A crystal of MoTe2 is a stack of layers, each a plane of molybdenum between two planes of tellurium, and its repeating cell holds two such layers. The table below gives six of its vibrations, computed with PBE. Which numbered level is each of them, and what do the atoms do in it?

Zone-centre phonons of MoTe2 (P6_3/mmc, a = 3.557 Å, c = 15.343 Å), computed with Ansatz 0.2.0 using PBE and scalar-relativistic plane-wave PAW, without spin polarisation, at a cutoff of 420 eV and a Gamma-centred 12×12×2 k mesh. Frequencies are without the LO-TO term; infrared intensities and static Raman activities are summed over each degenerate level. Candidates: 9, 4, 10, 1, 5, 8.

| row | phonon frequency (cm⁻¹) | degeneracy | infrared intensity ((D/Å)²/amu) | raman activity (Å^4/amu) | depolarisation ratio |
| --- | --- | --- | --- | --- | --- |
| A | 229.2 | 2 | 0 | 16.9 | 0.75 |
| B | 283.4 | 1 | 0 | 0 | n/a |
| C | 167.7 | 1 | 0 | 0 | n/a |
| D | 10.6 | 2 | 0 | 0.64 | 0.75 |
| E | 281.1 | 1 | 0.641 | 0 | n/a |
| F | 114.2 | 2 | 0 | 4.42 | 0.75 |

The candidate numbers count the levels by rising frequency, so sorting is enough to place the letters. The motions need an argument. A degeneracy of 2 means motion within the layer plane, where two directions are equivalent, and 1 means motion along $c$, the stacking direction. Infrared intensity needs an oscillating dipole, while Raman activity needs a change in how easily the crystal is polarised.

The possible motions can be counted. In any one direction the three planes of a layer can move together, or the tellurium planes can move oppositely while molybdenum rests, or molybdenum can move against both tellurium planes. Each motion occurs twice, because the second layer can follow the first or oppose it. Over three directions this gives 18 motions, of which three merely shift the whole crystal, leaving 15 vibrations.

**Rows B, C and E: motion along the stack.** E is the only one of the six with infrared intensity, and this makes it the surest assignment. Two tellurium planes moving oppositely carry equal charges and leave no dipole, so in E molybdenum must move against tellurium, in step in both layers. B lies only about 2 cm⁻¹ higher and is silent, as expected if the two layers make the same motion in opposition and their dipoles cancel. C is silent too, so its zeros don't tell it from B; its frequency has to. It is far too stiff for whole layers held by weak forces, which leaves the opposed motion of the tellurium planes.

**Rows A, D and F: motion within the planes.** All three are Raman-active doublets with a depolarisation ratio of 0.75, the value, averaged over all orientations of the crystal, for any Raman-active vibration that lowers the symmetry. D is so soft that it must be whole layers sliding over each other. A and F remain ambiguous as far as the activities go: one is the opposed sliding of the tellurium planes, the other the sliding of molybdenum against them. Masses suggest which is which.

Take each layer as three rigid planes, with a spring $k$ between molybdenum and each tellurium plane, and let $m$ be the atomic masses. If molybdenum rests, tellurium vibrates with $\omega_{\mathrm{Te}}^2 = k/m_{\mathrm{Te}}$, where $\omega$ is the angular frequency. If molybdenum moves against tellurium, the resting centre of mass makes it travel $2m_{\mathrm{Te}}/m_{\mathrm{Mo}}$ times as far. The springs are then stretched more for the same tellurium displacement, and the frequency rises:

$$\frac{\omega_{\mathrm{Mo}}}{\omega_{\mathrm{Te}}}=\sqrt{1+\frac{2m_{\mathrm{Te}}}{m_{\mathrm{Mo}}}}=\sqrt{1+\frac{2\times127.6}{95.95}}=1.91$$

Carbon dioxide is the simpler system with the same mechanics. Its two stretches are the motion of the oxygens with carbon at rest and the motion of carbon against both oxygens, and the second is the faster. The likeness holds for motion along $c$ only: opposed sideways motion of the two ends merely turns a free molecule, whereas in the crystal it shears a layer.

The spring cancels from the ratio, so no parameter was adjusted to any row. If A is the motion of molybdenum against tellurium, the computed ratio of A to F is 2.01, and the model falls 5 % below it. Along $c$ the ratio of B to C is 1.69, and the model lies 13 % above it. Masses thus account for the spacing only roughly, giving too small a ratio in the plane and too large a one along $c$.

A direct spring between the two tellurium planes can absorb these misses. Its strength is solved for from each pair of levels, so the agreement it brings is no test. It comes out at −0.05 of $k$ in the plane and 0.14 of $k$ along the stack, small beside $k$ in both. The negative value can't be a real bond, so this spring stands for whatever forces the simple model leaves out. With A and F exchanged it would have to be about 7 times $k$, although the tellurium planes have molybdenum between them. That makes the exchange implausible, and the atomic displacements from the same calculation rule it out: molybdenum rests in F, at 114.2 cm⁻¹, and moves against tellurium in A, at 229.2 cm⁻¹.

The rows with their labels:

| row | phonon frequency (cm⁻¹) | degeneracy | infrared intensity ((D/Å)²/amu) | raman activity (Å^4/amu) | depolarisation ratio |
| --- | --- | --- | --- | --- | --- |
| 1 | 10.6 | 2 | 0 | 0.64 | 0.75 |
| 2 | 10.9 | 1 | 0 | 0 | n/a |
| 3 | 113.9 | 2 | 0 | 0 | n/a |
| 4 | 114.2 | 2 | 0 | 4.42 | 0.75 |
| 5 | 167.7 | 1 | 0 | 0 | n/a |
| 6 | 167.8 | 1 | 0 | 1360 | 0.003648 |
| 7 | 229.1 | 2 | 13.4 | 0 | n/a |
| 8 | 229.2 | 2 | 0 | 16.9 | 0.75 |
| 9 | 281.1 | 1 | 0.641 | 0 | n/a |
| 10 | 283.4 | 1 | 0 | 0 | n/a |

D is row 1, F row 4, C row 5, A row 8, E row 9 and B row 10. In the same order, group theory names them E$_{2g}$, E$_{1g}$, B$_{1u}$, E$_{2g}$, A$_{2u}$ and B$_{2g}$. Of the four levels that were missing above, rows 3, 6 and 7 are partners of rows 4, 5 and 8: the motion within each layer is the same, and only the phase between the layers differs. They allow the assignment to be checked. Row 2 has no such partner, because layers moving in step along $c$ merely shift the whole crystal.

**Rows 1 and 2: whole layers.** In row 1 the layers slide, and in row 2 they approach and part. From row 1, the spring between layers is about half a percent of the one inside a layer. The contact is weaker than in the real crystal, because PBE without a dispersion correction leaves the layers too far apart. Both frequencies are then expected to be much too low. The near-equality of the two rows therefore carries no physical message.

**Rows 3 and 4: tellurium planes sliding oppositely.** The two rows differ only in whether the second layer follows or opposes the first. In one phase the polarisability changes of the layers add, which gives the Raman activity of row 4; in the other they cancel, and row 3 is silent. The weak interlayer spring suggests a splitting of about 0.7 cm⁻¹, against 0.3 computed. For rows 5 and 6 the same kind of estimate, made from row 2, gives about 0.5 cm⁻¹, against 0.1 or less computed. The estimate thus shows only that partners should lie close, not how close, and the exact size and order of such small splittings have not been tested for convergence.

**Rows 5 and 6: tellurium planes moving oppositely along the stack.** Row 6 has by far the largest Raman activity in the table, and row 5, at almost the same frequency, has none. When both layers swell together their contributions add; when one swells while the other shrinks they cancel exactly. Inside each layer, silent row 5 is thus the same motion as its bright neighbour, and only the phase between the layers differs. This also supports the reading of C, since the low depolarisation ratio of row 6 marks a vibration that keeps the full symmetry, as swelling in step does.

**Rows 7 and 8: molybdenum against tellurium in the plane.** Row 7 gives a separate check on the choice between A and F. It is an infrared-active doublet, so molybdenum must move against tellurium in it, and it lies within about 0.1 cm⁻¹ of row 8. The partner of row 4, by contrast, has no infrared intensity. The selection rules of the full table therefore agree with the masses and with the computed displacements.

**Rows 9 and 10: the same motion along the stack.** Row 7 is about 21 times as intense in the infrared as row 9, although the atoms move against each other in the same way. The reason is the Born charge, the dipole produced per unit of displacement, which for molybdenum is 3.2 times as large in the plane as along $c$. Intensity goes with its square, and row 7 counts two directions. Symmetry and the resting centre of mass fix the motion in both rows, so this accounts for the ratio without testing the spring model.

The splitting of 2.3 cm⁻¹ between rows 9 and 10 is mostly electrical. Row 9 is listed without the macroscopic field that dipoles vibrating along $c$ set up. With that field, the dielectric constants of the same calculation place it at 283.4 cm⁻¹, on top of row 10. In row 10 the dipoles of the two layers are opposed, but each layer still feels its own field, and the listed frequency already includes it.

For comparison with a measured spectrum, the selection rules and the positions of rows 3 to 10 are the safer guide, though the frequencies leave out thermal and zero-point motion. The Raman activities of rows 1, 4 and 8 are small enough to be comparable with the numerical uncertainty, so their ratios should not be used. All activities here are static, whereas visible laser light exceeds the computed gap of about 1.0 eV and can change the relative intensities strongly.

The same reasoning carries over to neighbouring cases. In a single layer of MoTe2 rows 1 and 2 have no counterpart, and each of the other pairs merges into one level. In MoS2 the outer atoms are much lighter than tellurium, so the mass factor shrinks and the frequency ratio between the two kinds of motion inside a layer is expected to be smaller. The ratios, springs and splittings used here are in the printed output that follows.

Output of the analysis:

```
optical modes in the table, degeneracies summed: 15
optical modes expected for 6 atoms: 15
splitting of rows 3 and 4, cm^-1: 0.3
splitting of rows 5 and 6, cm^-1: 0.1
splitting of rows 7 and 8, cm^-1: 0.1
splitting of rows 9 and 10, cm^-1: 2.3
splitting of rows 3 and 4 estimated from the shear of row 1, cm^-1: 0.6787
splitting of rows 5 and 6 estimated from the breathing of row 2, cm^-1: 0.4874
interlayer spring as percent of the Mo-Te plane spring, in-plane motion: 0.5385
frequency ratio from masses alone, Mo against Te over Te only: 1.913
computed ratio in plane, row 8 over row 4: 2.007
computed ratio along c, row 10 over row 5: 1.69
miss of the mass ratio in plane, percent: -4.682
miss of the mass ratio along c, percent: 13.2
Te-Te over Mo-Te spring in plane, assignment as given: -0.04572
Te-Te over Mo-Te spring along c, assignment as given: 0.1407
Te-Te over Mo-Te spring in plane, rows 4 and 8 swapped: 6.871
Te-Te over Mo-Te spring along c, rows 5 and 10 swapped: 4.726
infrared intensity of row 7 from Born charges, (D/A)^2/amu: 13.4
infrared intensity of row 9 from Born charges, (D/A)^2/amu: 0.6407
computed infrared intensity, row 7 over row 9: 20.9
in-plane over out-of-plane Born charge of Mo: 3.234
uncertainty of row 9 intensity from its Born charge, percent: 4.587
longitudinal frequency of row 9 from dielectric constants, cm^-1: 283.4
```
